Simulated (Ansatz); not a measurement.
Eu vacancy in EuCu4Pd

All numbers are calculated (PBEsol, collinear spin, no spin-orbit coupling; Ansatz, PAW set soft_2, 420 eV, k-mesh 3×3×3), not measured.

The relaxed host crystal (no gap at this level of theory):

```xyz
6
Lattice="5.0935 0.0000 0.0000 -2.5467 4.4111 0.0000 0.0000 0.0000 4.1033" Properties=species:S:1:pos:R:3 pbc="T T T"
Cu    0.0000    2.9407    0.0000
Cu    1.2443    3.6591    2.0517
Cu   -1.2443    3.6591    2.0517
Cu    0.0000    1.5039    2.0517
Eu    2.5467    1.4704    0.0000
Pd    0.0000    0.0000    0.0000
```

Supercell of 18 atoms, rows of the matrix [[-1,0,-1],[1,1,-1],[0,-1,-1]] times the cell vectors; Eu vacancy at (0.667, 0.333, 0.000) in fractions of the cell above. Atoms are relaxed at the host's cell. The cell loses 1 of its 3 Eu, so this is a heavily defective crystal.

Distances from the empty Eu site (Å), by shell of the perfect crystal:

```csv
shell,perfect crystal,"relaxed, charge 0"
1 Pd,2.94,2.77
2 Cu,2.94,2.73
2 Pd,2.94,2.77
1 Cu,2.94,2.73
```

```json
{"charge": "0", "moment of the cell (μB)": "13.27", "gap of the cell on the mesh (eV)": "0.00"}
```

At charge 0 the unpaired electrons sit on atoms with moments (μB): 2 Eu of 6.61.

Formation energy of the neutral defect: 3.39 eV, taking atoms from and to the elements' standard states (no corrections for gases), so it belongs to those chemical potentials alone.

Caveats: 4f shell without a U, which puts 4f levels too near the Fermi level; open f or d shells may hold a state above the lowest; small supercell, so energies and levels can be off by tenths of an eV; the atoms kept the symmetry of the start, so a distorted state could lie lower.

Removing Eu lets the nearest Cu and Pd atoms move inward, from 2.94 Å to 2.73 and 2.77 Å respectively. This probably reflects size: the large Eu atom holds the Cu-Pd framework apart, and its neighbours relax into the space it leaves. In a metal, conduction electrons screen the missing ion, so the vacancy should not be pictured as a localised acceptor with a charge-transition level.

The moments of 6.61 μB on the remaining Eu atoms suggest a largely divalent, nearly half-filled 4f shell, and they account for almost all of the cell moment of 13.27 μB. The vacancy therefore mainly removes a local 4f spin and creates no sizeable new moment on the Cu-Pd framework.

The formation energy of 3.39 eV indicates a substantial cost under Eu-rich conditions, consistent with losing the bonding between electropositive Eu and the framework. Eu-poor conditions would lower that cost. The parallel Eu moments do not establish ferromagnetic order, since no competing spin arrangement is compared.
